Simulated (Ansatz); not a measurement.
## W2O3: pressure against volume per atom

Equation of state of a cubic crystal from periodic Kohn-Sham density functional theory without spin; pressure corrected for the finite basis. The results are calculated, by Ansatz 0.2.0 development build.

Cell of the first row (space group Pn-3m, No. 224):
```
W2O3
1.0
      4.7536     0.0000     0.0000
      0.0000     4.7536     0.0000
      0.0000     0.0000     4.7536
W O
4 6
Direct
  0.25000 0.25000 0.25000
  0.75000 0.75000 0.25000
  0.75000 0.25000 0.75000
  0.25000 0.75000 0.75000
  0.50000 0.00000 0.00000
  0.00000 0.50000 0.00000
  0.00000 0.00000 0.50000
  0.50000 0.50000 0.00000
  0.50000 0.00000 0.50000
  0.00000 0.50000 0.50000
```

Settings of every row: formula W2O3; structure type cubic X2O3; functional PBE; spin treatment none; k mesh 12x12x12; occupation method fermi-dirac; occupation width 0.061225619 eV; wave cutoff 420 eV; datasets soft-1 PAW; density cutoff ratio 4.

Limits: a cubic model structure, not a phase known at ambient conditions; modest k-mesh, values are not fully converged in k; no spin polarisation, a magnetic state may lie lower; no spin-orbit coupling, which can matter with elements this heavy.

```
row  volume per atom (Å³)  pressure (GPa)  energy above lowest point (meV/atom)
  1                10.741          18.663                                 37.27
  2                 10.97          11.663                                 15.72
  3                11.198           5.402                                  3.63
  4                11.427               ?                                     ?
  5                11.655          -5.217                                  3.92
  6                11.884          -9.703                                 14.63
  7                12.113         -13.715                                 31.38
```

Question: what pressure should row 4 give?

Worked fit of pressure. Take u = (V_r/V)^(2/3) − 1 with V_r = 11.427 Å³ an atom, which is twice the finite (Eulerian) strain; such expansions in the strain, on which the Birch-Murnaghan equation of state is built, carry the rest volume and the bulk modulus. The shown rows have u = 0.04214, 0.02758, 0.01359, -0.01308, -0.0258, -0.03812. Least squares give pressure = −0.2129 + 397.646 × u + 1166.52 × u² + 668 × u³ GPa; a parabola predicts inner rows, each left out in turn, worse (root mean square 0.018 against 0.011 GPa). The rows lie off it by -0.002, 0.007, -0.006, -0.001, 0.004, -0.002 (root mean square 0.0043 GPa). The pressure vanishes at u = 0.0005, or V = 11.42 Å³ an atom, and there the bulk modulus at fixed shape and fractions is B = −V dP/dV = (2/3)(1 + u) dP/du = 266 GPa. The withheld row has u = 0, so the fit gives −0.2129 + 397.646 × (0) + 1166.52 × (0)² + 668 × (0)³ = -0.213 GPa.

The calculation gave -0.203 GPa. The fit lies 0.010 GPa (4.9 % of the value, 0.031 % of the column's range) below it; its largest miss of a shown row is 0.007 GPa.

The other values of row 4: energy above lowest point 0 meV/atom.
